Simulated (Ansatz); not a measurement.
A (111) slab of Ta (Im-3m (No. 229)), 12 planes, outer planes Ta (top) and Ta (bottom), with 12 atoms (Ta12) in a surface cell of A = 18.914 Å², as cut from the bulk:

```xyz
12
Lattice="4.6734 0.0000 0.0000 -2.3367 4.0473 0.0000 0.0000 0.0000 25.4934" Properties=species:S:1:pos:R:3 pbc="T T T"
Ta    2.3367    1.3491    7.5000
Ta    0.0000    2.6982    8.4539
Ta    0.0000    0.0000    9.4079
Ta    2.3367    1.3491   10.3618
Ta    0.0000    2.6982   11.3158
Ta    0.0000    0.0000   12.2697
Ta    2.3367    1.3491   13.2237
Ta    0.0000    2.6982   14.1776
Ta    0.0000    0.0000   15.1316
Ta    2.3367    1.3491   16.0855
Ta    0.0000    2.6982   17.0395
Ta    0.0000    0.0000   17.9934
```

The calculation used DFT r2SCAN, scalar-relativistic, plane waves, PAW (Ansatz). Cutoff 500 eV; k points 9×9×1 on the computed 12-atom cell (Γ-centred); Gaussian smearing, width 0.10 eV; no spin polarisation. The cell repeats along c with a dipole correction in the vacuum.

Against the same 12 atoms in the bulk, the slab as cut lies 7.988 eV higher and the relaxed slab 6.989 eV higher.

Question: Work out the surface energy before and after relaxation.

Answer: The slab has two faces, so γ = (E_slab − N·E_bulk)/(2A), the mean of both. As cut: 7.988/(2 × 18.914) = 0.2112 eV/Å², and 1 eV/Å² = 16.02 J/m², so γ = 3.38 J/m². Relaxed: 6.989/(2 × 18.914) = 0.1848 eV/Å² = 2.96 J/m². Relaxation recovers 13 % of the cost of cutting.

Question: What is the ideal work of this cut, per area?

Answer: Griffith's ideal work is 2γ: 6.77 J/m² if the new faces stay rigid, 5.92 J/m² if they relax. One thickness was run, 12 planes, so γ can still shift with it.

Cutting Ta along (111) is expensive, and relaxation lowers the surface energy only from 3.38 to 2.96 J/m², so most of the cost lies in the lost bonding itself. Tantalum's d band is nearly half filled, with mainly bonding states occupied, which makes its cohesion strong and the loss of neighbours costly. The (111) face of a bcc metal is also open: atoms in the outermost plane lose half their nearest neighbours, and the closely spaced planes just beneath lose some as well. The energy recovered probably comes largely from an inward shift of the outer atoms, which strengthens their remaining back bonds and lets the electron density smooth out over the corrugated surface. Because inversion makes the two faces of the cut slab equivalent, the mean for the unrelaxed slab is also the energy of each face. The ideal work of the cut is not a fracture energy for tantalum, a ductile metal in which plastic deformation normally dissipates far more energy than the creation of new surface.
